Conformers of the amine–borane [BH3-][N@H+](COC)C1CCC1 (atoms numbered in this order) without solvent, PySCF 2.14.0 and tblite 0.8.0: PBE0-D3(BJ)/6-31G(d) energies at GFN2-xTB geometries. Free energies and weights at 298.15 K add GFN2-xTB free-energy terms to the DFT energies. The torsions are, in order, C6-N2-C3-O4, N2-C3-O4-C5 and C3-N2-C6-C7.

| number | torsions in degrees | ring shapes | GFN2-xTB energy above its lowest (kcal/mol) | DFT energy above the lowest (kcal/mol) | free energy above the lowest (kcal/mol) | weight (%) | dipole (D) |
| --- | --- | --- | --- | --- | --- | --- | --- |
| 1 | (-70,-80,64) | puckered | 0.000 | 0.000 | 0.000 | 34.80 | 4.700 |
| 2 | (-74,180,62) | puckered | 0.350 | 0.310 | 0.110 | 28.90 | 4.990 |
| 3 | (-65,-178,170) | puckered | 1.770 | 0.460 | 0.410 | 17.40 | 4.680 |
| 4 | (-62,-79,168) | puckered | 1.000 | 0.280 | 0.430 | 16.90 | 4.430 |
| 5 | (52,88,65) | puckered | 2.320 | 1.830 | 2.070 | 1.10 | 3.980 |
| 6 | (-82,-171,-62) | flat | 2.430 | 2.630 | 2.440 | 0.60 | 4.990 |
| 7 | (-82,-81,-63) | flat | 1.440 | 2.750 | 2.810 | 0.30 | 4.400 |
| 8 | (-141,79,62) | puckered | 4.100 | 4.500 | 4.320 | 0.00 | 6.260 |

In this amine–borane, turning the methoxy group, or the ring while it stays puckered, costs a few tenths of a kcal/mol, while an ether oxygen beside boron or a flattened cyclobutyl ring goes with about 2 to 3 kcal/mol. At room temperature the thermal energy $RT$ is about 0.6 kcal/mol, so the first kind of change leaves a conformer well populated and the second nearly empties it. The molecule has a nitrogen that carries BH$_3$, one hydrogen, a cyclobutyl ring and a CH$_2$–O–CH$_3$ chain. The first of the three torsions places the oxygen relative to the ring carbon on nitrogen. The second turns the methyl group about the C–O bond, and the third turns the ring about its bond to nitrogen.

**Rows 1 to 4: the simple pattern.** The first torsion lies between −62° and −74° in these rows. If the groups on nitrogen are taken as 120° apart, this puts the oxygen roughly 50° from N–H and almost opposite boron. The four conformers lie within 0.46 kcal/mol of each other in DFT energy and hold 98% of the weight. That share refers to the conformers found; at least one rotamer from the force-field search fell away when the geometries were relaxed, so a further conformer may exist.

The position makes chemical sense. The N–H hydrogen is positively polarised, more so once nitrogen is bound to boron, and should attract the oxygen, whereas the hydrogens of BH$_3$ are negatively polarised and bulky, and should repel it. Opposite boron and beside N–H, the oxygen satisfies both demands, but the energies don't tell which of them matters more, and the table has no charges or distances to test either. In the free amine, without BH$_3$, the lone pair would point where boron now sits, and an oxygen opposite to it would profit from the anomeric effect, the donation of that pair into the antibonding C–O orbital. In the adduct the pair is tied up in the B–N bond and donates less readily. That bond still lies opposite C–O, though, so a weaker donation of the same kind may add to the preference.

The methoxy group has much less say. Its gauche form (second torsion near 80°) lies below the anti form (near 180°) by 0.31 kcal/mol between rows 1 and 2, and by 0.18 between rows 4 and 3. In free energy the two gaps shrink to 0.11 and −0.02, and between rows 7 and 6 the anti form is the lower one even in DFT energy, by 0.12, which leaves no firm preference. In the data makers' tests on other systems, relative energies also carried noise of some hundredths of a kcal/mol. A plain ether chain clearly favours anti. The near balance here may come from an oxygen lone pair that donates into the polar C–N bond when the chain is gauche, but that remains a guess. Errors of the functional and of the small basis are as large as these gaps, so the order of the four rows is open.

These four rows suggest a rule without any fitted constant. If the oxygen's place and the methoxy turn were all that counted, every gauche row with a well-placed oxygen would have the energy of row 1, and every anti row that of row 2:

$$E_{\text{gauche}} = 0, \qquad E_{\text{anti}} = 0.31\ \text{kcal/mol}.$$

Rows 1 and 2 set these values and so agree by construction. Rows 3 and 4 test the rule, and they miss it by only 0.15 and 0.28 kcal/mol. Their third torsion is near 170°, where rows 1 and 2 have 64° and 62°, and this marks a real turn of the ring about its bond to nitrogen. The coordinates show it for rows 1 and 4: measured from the chain's CH$_2$ carbon, the two nearest ring carbons stand at about +64° and +169° in row 1, but at +168° and −87° in row 4. The ring has turned by a little over a quarter of a circle, while the torsions within it keep the same pattern of signs. Row 3 has nearly the third torsion of row 4 and probably the same setting of the ring. With DFT energies this turn costs little, so the rule survives it.

**Row 5: the oxygen moves, and the energy follows.** Here the first torsion is +52°, which puts the oxygen opposite N–H and only about 70° from boron. The energy rises to 1.83 kcal/mol, in the direction that the rule's reasoning demands. This is not the price of the oxygen's place alone, because the second torsion also swings the methyl group towards the boron side. Lost attraction to N–H and crowding near BH$_3$ may both enter the figure.

**Rows 6 and 7: the break.** The first torsion is −82° in both, so the oxygen is again beside N–H and far from boron. Row 6 is an anti form, and the rule therefore gives it the energy of row 2. The calculation gives 2.63 kcal/mol, an excess of

$$2.63 - 0.31 = 2.32\ \text{kcal/mol}.$$

Row 7 is a gauche form that should match row 1, and it lies 2.75 kcal/mol too high. These misses are roughly ten times those of rows 3 and 4, and they lift both conformers above row 5, whose oxygen is badly placed.

Since the chain is arranged almost as in rows 1 and 2, the cause must be sought at the other end of the molecule. There the third torsion has changed sign and the ring is flat instead of puckered. A four-membered ring puckers to turn the hydrogens of neighbouring CH$_2$ groups out of each other's way; when it is flat, they eclipse one another. In cyclobutane itself this costs very roughly 1.5 kcal/mol, a recalled figure, so eclipsing could supply a good part of the excess. The rest may be crowding, since a third torsion near −62° sets one CH$_2$ group of the ring between the chain and boron, close to the bulky BH$_3$. That alone can't be very costly, however: row 4 has a ring carbon in the same gap, at −87° and closer still to boron in angle, and lies only 0.28 kcal/mol above row 1. Crowding would be worse if the second ring carbon stood on the other side of the chain, so that the chain were wedged between the two, and such pressure could also be what flattens the ring. The table follows only one of the two equivalent ring carbons and can't show this. The ring has turned relative to row 1, which has no ring carbon near −62°, but how the cost divides between the turn and the flattening remains open.

The size of the break also depends on where the geometries come from. In cyclobutane the flat ring is the top of a barrier, not a resting shape, and the flat rings here were found by GFN2-xTB. Relaxed with DFT, they might pucker and drop in energy, which would make part of the break an artefact of the geometry.

The level of the energy matters too. With GFN2-xTB energies row 7 lies at 1.44 kcal/mol, below row 3 at 1.77, and no gap separates the rule-breakers from the low group. DFT raises row 7 and lowers row 3, each by 1.31 kcal/mol relative to row 1, and so puts row 7 above row 3 by 2.29 kcal/mol. Set up with GFN2-xTB energies instead, the same rule would miss rows 3 and 4 by 1.42 and 1.00 kcal/mol, and rows 6 and 7 by 2.08 and 1.44. It would fail in all four: the turn of the ring in rows 3 and 4 would no longer look cheap, and the flat rings would hardly stand out.

**Row 8: near N–H, yet highest.** With a first torsion of −141°, the oxygen is only about 20° from N–H, closer in angle than in any other row. If closeness to N–H were the whole story, this would be among the best conformers, but it lies at 4.50 kcal/mol. The oxygen is no longer opposite boron, and the C–O bond nearly eclipses the N–H bond. Eclipsed bonds repel each other, which is a likely part of the cost. The four low rows all have a staggered chain with the oxygen opposite boron, but rows 6 and 7 show that this alone doesn't secure a low energy: the shape of the ring, and perhaps its setting, counts as well.
